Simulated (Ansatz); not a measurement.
Sn₂Ir: energy above lowest point against volume scale

Results calculated with Ansatz 0.2.0, not measured. Free energy against uniform scaling of the volume at fixed shape and fractions; periodic cell, basis, potentials, k mesh and filling as listed.

The cell before it is scaled or strained (space group Fm-3m, No. 225):
```
Sn2Ir
1.0
      0.0000     3.1690     3.1690
      3.1690     0.0000     3.1690
      3.1690     3.1690     0.0000
Sn Ir
2 1
Direct
  0.25000 0.25000 0.25000
  0.75000 0.75000 0.75000
  0.00000 0.00000 0.00000
```

Settings of every row: functional r2SCAN; dispersion none; potentials PAW; wave cutoff 650 eV; density cutoff 2600 eV; k mesh 8x8x8; k shift 0x0x0; occupations fermi dirac; smearing width 0.15 eV; spin none.

Limits: coarse k mesh, up to 40 meV an atom off; no spin-orbit coupling, which can matter with elements this heavy.

| row | volume scale | V (Å³/atom) | energy above lowest point (meV/atom) |
| --- | --- | --- | --- |
| 1 | 0.94 | 19.944 | 53.6 |
| 2 | 0.96 | 20.368 | 27.3 |
| 3 | 0.98 | 20.792 | 10.3 |
| 4 | 1 | 21.217 | 1.5 |
| 5 | 1.02 | 21.641 | 0 |
| 6 | 1.04 | 22.065 | 4.9 |
| 7 | 1.06 | 22.49 | ? |

Question: what energy above lowest point should row 7 give?

Worked fit of energy above lowest point. Take u = (V_r/V)^(2/3) − 1 with V_r = 21.005 Å³ an atom, which is twice the finite (Eulerian) strain; such expansions in the strain, on which the Birch-Murnaghan equation of state is built, carry the rest volume and the bulk modulus. The shown rows have u = 0.03516, 0.02074, 0.00682, -0.00667, -0.01969, -0.03229. Least squares give energy above lowest point = 4.92 + 648.5 × u + 20480 × u² + 12874 × u³ meV/atom; a parabola predicts inner rows, each left out in turn, worse (root mean square 0.16 against 0.0083 meV/atom). All shown rows lie on it to the printed digit. Its lowest point lies at u = -0.0161, or V = 21.52 Å³ an atom, and the curvature there gives the bulk modulus at fixed shape and fractions, B = (4/9)(1 + u)² E″(u)/V = 127 GPa. The withheld row has u = -0.04452, so the fit gives 4.92 + 648.5 × (-0.04452) + 20480 × (-0.04452)² + 12874 × (-0.04452)³ = 15.5 meV/atom.

The calculation gave 15.4 meV/atom. The fit lies 0.1 meV/atom (0.19 % of the column's range) above it, one unit of the last digit. This row lies beyond the range of the fit.
